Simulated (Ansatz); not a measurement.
# A ladder of methods for CH2FP (SMILES [H]/P=C/F)

CH2FP: 5 atoms, total charge 0, spin state singlet. As SMILES, `[H]/P=C/F`. The shape is that of a GFN2-xTB optimisation.

Each level gives the electronic atomisation energy (eV). The values are calculated. Electronic energies at fixed atoms, without zero-point motion or spin-orbit coupling.

```tsv
level	kind	program	value (eV)	less FCI/STO-3G	CPU time (all runs)
HF/STO-3G	Hartree–Fock	Ansatz	12.50	-4.05	0.21 s
BLYP/STO-3G	GGA	Ansatz	20.84	+4.29	2.4 s
BHLYP/STO-3G	global hybrid	Ansatz	18.51	+1.96	1.8 s
PBE0/STO-3G	global hybrid	Ansatz	20.00	+3.45	1.8 s
CAM-B3LYP/STO-3G	range-separated hybrid	Ansatz	20.08	+3.53	2.3 s
B2PLYP/STO-3G	double hybrid	Ansatz	18.53	+1.98	2.3 s
CCSD/STO-3G	coupled cluster or CI	Ansatz	16.43	-0.12	0.36 s
CCSDT(Q)/STO-3G	coupled cluster or CI	Ansatz	16.55	0.00	1.1 s
FCI/STO-3G	exact in the basis	Ansatz	16.55	0.00	21 s
```

FCI/STO-3G is exact within its basis and frozen core, so for wave-function methods in that basis the difference is their error; functionals converge differently with the basis, so for them it is only a difference. The values span 12.50 to 20.84 eV. All rows use very small basis sets, so even the best lies far from the true value. CPU times are rough (shared hosts, several kinds of processor): they show what a rung costs within a factor of a few.

Correlation supplies 4.05 eV of the atomisation energy in this basis, and Hartree–Fock misses all of it. The loss is large because electron pairs form as the atoms combine, and a single determinant gives them too much ionic character, notably in the weak P=C π bond. In a minimal basis the free atoms have few or no empty valence orbitals to correlate into, whereas the molecule has antibonding ones, so little of the error cancels.

CCSD leaves only 0.12 eV, and connected triples and quadruples close that gap to the printed precision. This suggests a molecule dominated by one configuration, despite its π bond.

Among the functionals, BLYP and BHLYP share their correlation part, so the fall from 20.84 to 18.51 eV reflects exact exchange replacing semilocal exchange, which tends to favour the bonded molecule over separated atoms. PBE0 lies between them, as its intermediate share of exact exchange would suggest. The total energies do not isolate the strength of the P=C π bond.
